Why do the highest filled state and the lowest empty state of boron phosphide belong to different electron waves? The crystal has eight valence electrons in each two-atom cell, enough to fill four bands. Each boron atom has four phosphorus neighbours at the corners of a tetrahedron, and each phosphorus atom has four boron neighbours. Which orbitals can bond across these contacts depends on how the phase of the wave changes from one neighbour to the next.

The k-point names this change of phase. At Gamma the wave repeats identically in every cell. X lies at the zone boundary along a cubic axis, L along a body diagonal, which is also a bond direction, and K along a face diagonal; W is a corner of the zone. Band v1 is the highest filled band, v2 and v3 lie next below it, and c1 and c2 are the two lowest empty bands. The Fermi level, from which the energies are counted, was placed in the middle of the gap, so only energy differences have a physical meaning here.

Kohn-Sham bands of boron phosphide (BP, two-atom cell), computed with Ansatz 0.2.0 using PBE, plane waves and generated PAW datasets, scalar-relativistic and without spin polarization. The cell was not relaxed; the plane-wave cutoff was 420 eV, the k-mesh for the self-consistent density 10x10x10, and the Gaussian smearing 0.0368 eV wide.

```
k-point  coordinates (reciprocal vectors of the computed cell, not always the standard one)  band v3 (eV from the Fermi level)  band v2 (eV from the Fermi level)  band v1 (eV from the Fermi level)  band c1 (eV from the Fermi level)  band c2 (eV from the Fermi level)  c1 less v1 (eV)
  Gamma                                                                               0 0 0                              -0.64                              -0.64                              -0.64                               2.73                               2.73             3.37
      X                                                                         -0.5 -0.5 0                              -9.10                              -4.66                              -4.66                               0.75                               1.05             5.41
      U                                                                  -0.375 -0.375 0.25                              -8.69                              -6.70                              -4.07                               1.53                               5.30             5.60
      K                                                                      -0.375 0 0.375                              -8.69                              -6.70                              -4.07                               1.53                               5.30             5.60
      L                                                                             0 0 0.5                              -9.50                              -2.36                              -2.36                               3.00                               4.06             5.36
      W                                                                     -0.5 -0.25 0.25                              -8.60                              -6.17                              -5.96                               4.69                               6.07            10.65
```

Band v1 is highest at Gamma and sinks through L, K and X to W. Band c1 follows another order and has its lowest listed value at X. The top of the filled bands and the bottom of the empty ones therefore lie at different k-points, which makes the gap indirect. U and K are equivalent by symmetry and count as one result.

At Gamma the three bands v1, v2 and v3 have the same energy. This is the pattern of p orbitals in a cubic crystal, where the x, y and z directions are alike. An s orbital can't join them, because its couplings to a p orbital on the four neighbours cancel when all four have the same phase. The top of the filled bands is thus a purely p-like bonding state, as far as s and p orbitals are concerned. Spin-orbit coupling, left out here, would split this level slightly.

The strength of that bonding can be found by adding up four bonds. Two p orbitals that point at each other along a bond couple strongly; two that stand side by side couple more weakly and with the opposite sign. Since the bonds run along body diagonals, a p orbital along a cubic axis always meets its neighbours at a slant, and both kinds of coupling enter. For two p orbitals along the same axis the two parts partly cancel. For two along different axes, say x on boron and y on phosphorus, they reinforce each other.

Let a be the summed coupling over four neighbours for orbitals along the same axis, and b the corresponding sum for orbitals along different axes when all four terms add. Then b is larger than a. At Gamma, however, the different-axis terms carry the signs plus, plus, minus, minus and cancel, so only the weak coupling a is left. If p is the energy of a p orbital, taken for the moment as equal on both atoms, the bonding level is

E(Gamma) = p − a.

At X the situation is reversed. Take the wave to run along z: the two neighbours above an atom then have the opposite phase to the two below. The same-axis terms now cancel. The different-axis terms between x and y had one sign above and the other below, and the change of phase makes all four add:

E(X) = p − b.

Stronger bonding pushes the filled level down, by 4.02 eV between Gamma and X. The level at X is a pair, v1 and v2, because x on boron can bond with y on phosphorus, or y on boron with x on phosphorus.

L provides a test of this picture. Here one neighbour, the one along the direction of the wave, has the opposite phase to the other three. Half of each sum survives, and for the two p orbitals perpendicular to that direction the halves add:

E(L) = p − (a + b)/2 = [E(Gamma) + E(X)]/2.

The unknown p, a and b have dropped out. With the computed levels at Gamma and X as the only input, the estimate is

E(L) = [−0.64 + (−4.66)]/2 = −2.65 eV.

The computed value is −2.36 eV, and v1 and v2 do form a pair there, as the argument requires. The estimate lies 0.29 eV too low, while the whole descent from Gamma to L is 1.72 eV. The picture thus explains why L comes between Gamma and X and roughly where, but not its exact position.

A difference between the two atoms may account for part of the error. Boron and phosphorus p orbitals don't have the same energy, and such a mismatch blunts a weak coupling more than a strong one. The level then sinks slowly at first and faster later, so that halfway in coupling strength is less than halfway in energy. This would raise L above the midpoint, as found. Couplings between more distant atoms can shift it too, and the energies alone don't separate the two effects. The same test on silicon or diamond, where the mismatch is absent, would show what remains without it.

At K the same sum gives a mixture of about 15 per cent a and 85 per cent b, for the p combination that lies across the mirror plane containing the wave direction. The estimate and the computed energy are both −4.07 eV. This mixture is close to that at X, where the estimate is exact by construction. The agreement at K is thus a weaker test than L, and its last digit is partly luck. What deserves trust is the order of Gamma, L, K and X: the more the phase favours orbitals along different axes, the deeper the top filled band lies.

The third partner of the level at Gamma behaves quite differently. At X and L it is the p orbital along the direction of the wave, and the change of phase that alters the p–p bonding also lets this orbital mix with s. Because s orbitals lie far below p orbitals, the resulting bonding state is deep. Band v3 accordingly drops by more than 8 eV from Gamma to either point, and a wide interval separates it from the pair above. The threefold level thus splits into a pair that stays purely p and a single level that takes on s character.

The empty bands need a separate argument. At Gamma c1 and c2 coincide, whereas an s-like level would stand alone, so the lowest empty state there is not the s-like one found in many direct-gap semiconductors. It is most naturally read as the antibonding counterpart of the filled p level. Towards X the member of this empty level with its p orbital along the wave takes on s character and becomes the lowest. Orbitals of s and p type alone tend to place this state too high; higher empty orbitals, d-like ones among them, can mix in and press it down. That explanation fits the fall of c1 by 1.98 eV from Gamma to X, but the band energies don't test it.

The two lowest empty levels at X show directly that the two atoms differ. In one, s on boron is combined with p on phosphorus; in the other the roles are exchanged. With identical atoms, as in diamond or silicon, the two would coincide, and the bands would cross at X with a finite slope. In boron phosphide they are only 0.30 eV apart, so the slope survives close to X and the lowest point of c1 lies before the zone boundary.

The same calculation, sampled on a regular mesh of k-points, finds the lowest empty state four fifths of the way from Gamma to X. The gap from there to the filled top at Gamma is 1.28 eV, against 1.39 eV if the level at X were used. A finer mesh could lower it a little more. A larger error is expected from the density functional, since PBE usually makes the gaps of semiconductors too small. The unrelaxed cell, slightly stretched for this functional, also affects the value.

The difference c1 less v1 answers another question. Light carries almost no momentum, so on its own it lifts an electron at fixed k, and this vertical step is smallest at Gamma, 3.37 eV. To cross the smaller indirect gap, the electron must also exchange momentum with a lattice vibration. Absorption therefore begins weakly at the indirect gap and becomes strong only at much higher photon energy. A reader who takes the smallest entry in the last column for the band gap overestimates it by about 2.1 eV.

At X and L the vertical step is nearly the same, 5.41 and 5.36 eV, although the bands have moved in different ways. At X the filled level has sunk far and the empty level has followed it part of the way down. At L the filled level has sunk much less, and the empty one has hardly moved. The near equality of the two steps is thus a coincidence of two different sums, not a sign of similar bonding.

At W both edges move apart. The filled level is the lowest in its column and the empty level the highest, so the vertical step reaches 10.65 eV, about twice that at X. The neighbour sum explains only part of this. It gives the purely p-like states at W the full coupling b, hence the same energy as at X, −4.66 eV, whereas the calculation puts v1 at −5.96 eV. The empty level misses by more. It lies 3.94 eV higher at W than at X, although the couplings of s to p on the nearest neighbours have the same total strength at both points and would leave it level.

Bands that stay flat from X to W are thus a defect of the model with nearest neighbours only. A coupling between atoms of the same kind, one step further away, can bend them. Whether that coupling supplies the whole of both shifts in boron phosphide, or whether higher orbitals share in them, remains open. An orbital model with both ingredients, adjusted at Gamma, X and L and then tried at W, could help to tell them apart.
